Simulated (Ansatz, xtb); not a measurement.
# Two isomers of BF3H2NP

Structure X: `FBNP(F)F`, a singlet. Structure Y: `FPNB(F)F`, a singlet. Both are isolated molecules in the gas phase, relaxed with PBE0-D3(BJ)/def2-SVP; the shapes shown needn't be the lowest conformers.

X (Å):

```xyz
8

B     0.3353    0.5415   -0.1683
F    -0.4613    0.5728   -1.2280
F     3.9480   -0.1830    0.2780
F     3.5893    2.1467    0.6161
N     1.7189    0.7810   -0.3424
P     2.8261    0.7648    0.9421
H    -0.1217    0.3115    0.9231
H     2.0757    0.9728   -1.2800
```

Y (Å):

```xyz
8

B    -1.6638   -1.5671   -2.0279
F    -3.1482   -1.1284    1.2365
F    -1.7838   -2.8813   -2.0659
F    -1.6241   -0.9055   -3.1731
N    -1.5677   -0.8700   -0.7973
P    -1.6789   -1.6182    0.7367
H    -0.9555   -0.5930    1.4296
H    -1.5324    0.1444   -0.8570
```

Quicker runs give these differences E(Y) − E(X): GFN2-xTB +0.188 eV; HF/STO-3G −1.311 eV (at GFN2-xTB geometries); r2SCAN-D4/def2-SVP −0.755 eV (at GFN2-xTB geometries).

**Question.** Estimate E(Y) − E(X) at the level CCSD(T)/def2-SVP + ΔMP2/def2-TZVPP.

**Answer.** Calculated at CCSD(T)/def2-SVP + ΔMP2/def2-TZVPP: E(Y) − E(X) = −0.535 eV, so structure Y lies lower.

The same difference at several levels:

| level | geometry | E(Y) − E(X) (eV) | departure from the last row (eV) | job, with rough time for the two |
| --- | --- | --- | --- | --- |
| GFN2-xTB | GFN2-xTB | +0.188 | +0.723 | optimisation, 0.2 s |
| HF/STO-3G | GFN2-xTB | −1.311 | −0.776 | single point, 0.32 s |
| r2SCAN-D4/def2-SVP | GFN2-xTB | −0.755 | −0.219 | single point, 2.7 s |
| PBE0-D3(BJ)/def2-SVP | PBE0-D3(BJ)/def2-SVP | −0.801 | −0.266 | optimisation, 35 s |
| HF/def2-SVP | PBE0-D3(BJ)/def2-SVP | −0.896 | −0.361 | part of the CCSD(T) run |
| MP2/def2-SVP | PBE0-D3(BJ)/def2-SVP | −0.825 | −0.290 | part of the CCSD(T) run |
| CCSD(T)/def2-SVP | PBE0-D3(BJ)/def2-SVP | −0.837 | −0.302 | single point |
| CCSD(T)/def2-SVP + ΔMP2/def2-TZVPP | PBE0-D3(BJ)/def2-SVP | −0.535 |  | single point, 28 s |

As drawn, Y has 1 B–F, 1 P–H in place of 1 F–P, 1 B–H.

GFN2-xTB puts the two in the other order. The largest departure from CCSD(T)/def2-SVP + ΔMP2/def2-TZVPP is that of HF/STO-3G, 0.776 eV. The last row adds to CCSD(T) the change of the MP2 difference between the two basis sets, here +0.302 eV, a large step that makes the value less sure.

With harmonic frequencies from PBE0-D3(BJ)/def2-SVP (ideal gas, rigid rotor, one conformer each, 298.15 K, 1 atm): the zero-point term adds +0.019 eV; ΔH is −0.522 and ΔG −0.517 eV.

The correlated steps freeze 10 core orbitals. Mirror images aren't counted in ΔG. Codes used: Ansatz 0.2.0, xtb 6.7.1; the last row on 1 thread of Intel(R) Xeon(R) 6975P-C (Granite Rapids) on a shared host.

Y is favoured because it places the second fluorine on boron rather than phosphorus. Both isomers keep the B–N–P backbone, so the energy difference mainly reflects the exchange of a P–F and a B–H bond for a B–F and a P–H bond. Boron gains most from fluorine: the B–F bond is strongly polar, and fluorine lone pairs donate into the formally empty boron p orbital, alongside donation from nitrogen. Trivalent phosphorus has no comparable vacant valence p orbital. This gain evidently outweighs the cost of replacing B–H with the weaker P–H bond.

In the small basis, Hartree–Fock, MP2 and CCSD(T) agree closely, so the preference doesn't originate in electron correlation. Enlarging the basis matters more, probably because the polar P–F bonds, more numerous in X, need more flexible polarisation functions. Thermal and entropic terms barely alter the balance, as expected for isomers with the same connectivity pattern. The preference is thermodynamic and says nothing about the barrier to fluorine–hydrogen exchange.
